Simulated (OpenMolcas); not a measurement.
## CH7GaSi (SMILES [CH3][GaH][SiH3]): the HOMO–LUMO gap, rung by rung

The species is CH7GaSi (10 atoms), meant as a singlet with charge 0. As SMILES, `[CH3][GaH][SiH3]`. Geometry: relaxed at PBE0-D4/def2-TZVP.

| atom | x (Å) | y (Å) | z (Å) |
| --- | --- | --- | --- |
| C | -1.1233 | 1.3941 | -0.6192 |
| Ga | 0.5615 | 0.6593 | 0.0933 |
| Si | 0.7867 | -1.7053 | 0.5507 |
| H | -1.9243 | 0.6566 | -0.6704 |
| H | -0.9470 | 1.7854 | -1.6260 |
| H | -1.4542 | 2.2365 | -0.0057 |
| H | 1.7596 | 1.6546 | 0.3460 |
| H | 0.5310 | -2.4962 | -0.6888 |
| H | 2.1250 | -2.1009 | 1.0697 |
| H | -0.2317 | -2.1351 | 1.5533 |

Quantity: the HOMO–LUMO gap, in eV. The values are calculated.

```json
{"level": "HF/6-31G* (spherical functions)", "kind": "Hartree–Fock", "program": "OpenMolcas", "value (eV)": "10.79"}
{"level": "SVWN5/6-31G* (spherical functions)", "kind": "LDA", "program": "OpenMolcas", "value (eV)": "3.60"}
{"level": "BLYP/6-31G* (spherical functions)", "kind": "GGA", "program": "OpenMolcas", "value (eV)": "3.63"}
{"level": "revPBE/6-31G* (spherical functions)", "kind": "GGA", "program": "OpenMolcas", "value (eV)": "3.80"}
{"level": "M06-L/6-31G* (spherical functions)", "kind": "meta-GGA", "program": "OpenMolcas", "value (eV)": "4.20"}
{"level": "r2SCAN/6-31G* (spherical functions)", "kind": "meta-GGA", "program": "OpenMolcas", "value (eV)": "4.21"}
{"level": "B3LYP/6-31G* (spherical functions)", "kind": "global hybrid", "program": "OpenMolcas", "value (eV)": "5.12"}
{"level": "B3LYP/6-31G* (Cartesian functions)", "kind": "global hybrid", "program": "OpenMolcas", "value (eV)": "5.13"}
```

All-electron rows without a relativistic Hamiltonian named are non-relativistic. The values span 3.60 to 10.79 eV. Orbital gaps aren't excitation energies; they tend to grow with the share of exact exchange.

The gap opens from 3.60 eV in LDA through the GGAs and meta-GGAs to about 5.1 eV in B3LYP, then jumps to 10.79 eV in Hartree–Fock. In Hartree–Fock an empty orbital feels the repulsion of all the electrons, whereas an occupied one is freed from its own; a semilocal potential makes no such distinction and places the two levels much closer together. The kinetic-energy density gives the meta-GGAs some orbital dependence, which probably accounts for their modest opening over the GGAs. Switching between spherical and Cartesian functions hardly matters.

Chemically, the nearly planar gallium centre suggests a LUMO built mainly on its empty out-of-plane p orbital, the usual seat of Lewis acidity in trivalent group 13 compounds. The HOMO is probably the Ga–Si σ bond, since silicon is less electronegative than carbon and holds its bonding electrons less tightly. Whether the Hartree–Fock gap would survive the addition of diffuse functions remains open, as its LUMO may well be unbound.
